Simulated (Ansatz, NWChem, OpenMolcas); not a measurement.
**A ladder of methods for CF4 (tetrafluoromethane)**

The species is CF4 (5 atoms), meant as a singlet with charge 0. SMILES: `FC(F)(F)F`. The coordinates come from a PBE0-D4/def2-TZVP relaxation.

```xyz
5

F    -0.8501    0.0253    0.9895
C     0.0100   -0.0147   -0.0083
F     1.1575   -0.5013    0.4201
F    -0.4640   -0.7860   -0.9662
F     0.1966    1.2030   -0.4767
```

Each level gives the energy change with the C2–F4 bond stretched from 1.318 to 1.713 Å (eV). The values are calculated.

```json
{"level": "BLYP/aug-cc-pVDZ (restricted)", "kind": "GGA", "program": "Ansatz", "value (eV)": "0.98", "CPU time (all runs)": "17 s"}
{"level": "M06-L/aug-cc-pVDZ (restricted)", "kind": "meta-GGA", "program": "NWChem", "value (eV)": "1.37", "CPU time (all runs)": "1.8 min"}
{"level": "B3LYP/aug-cc-pVDZ (restricted)", "kind": "global hybrid", "program": "NWChem", "value (eV)": "1.35", "CPU time (all runs)": "49 s"}
{"level": "M06-2X/aug-cc-pVDZ (restricted)", "kind": "hybrid meta-GGA", "program": "OpenMolcas", "value (eV)": "1.67", "CPU time (all runs)": "87 s"}
{"level": "HSE06/aug-cc-pVDZ (restricted)", "kind": "range-separated hybrid", "program": "Ansatz", "value (eV)": "1.54", "CPU time (all runs)": "21 s"}
{"level": "B2PLYP/aug-cc-pVDZ (restricted)", "kind": "double hybrid", "program": "OpenMolcas", "value (eV)": "1.39", "CPU time (all runs)": "61 s"}
{"level": "RPA@PBE/aug-cc-pVDZ (restricted)", "kind": "RPA", "program": "Ansatz", "value (eV)": "1.18", "CPU time (all runs)": "31 s"}
{"level": "CCSD/aug-cc-pVDZ (restricted)", "kind": "coupled cluster or CI", "program": "NWChem", "value (eV)": "1.52", "CPU time (all runs)": "11 min"}
```

The first shape isn't each level's own minimum. The values span 0.98 to 1.67 eV. CPU times are rough (shared hosts, several kinds of processor): they show what a rung costs within a factor of a few.

Every level makes the stretch costly, as expected for a strong, polar C–F bond. Lengthening it reduces the overlap between carbon and fluorine σ orbitals and weakens the attraction between the positive carbon and the negative fluorine. It also disturbs the donation of fluorine lone pairs into neighbouring C–F antibonding orbitals, which helps to make the bonds in CF4 short and strong.

BLYP gives the softest response, 0.98 eV, and M06-2X the stiffest, 1.67 eV, probably because exact exchange favours a shorter, tighter C–F bond. It doesn't order the whole set, however: M06-L, which has none, lies marginally above B3LYP, and B2PLYP stays well below M06-2X despite a large share. HSE06 comes closest to CCSD, at 1.54 against 1.52 eV, while RPA@PBE is clearly softer at 1.18 eV. The closeness of HSE06 and CCSD holds for this one displacement and doesn't establish equal quality along the rest of the curve or for the dissociation energy, where the bond breaks into two open-shell fragments.
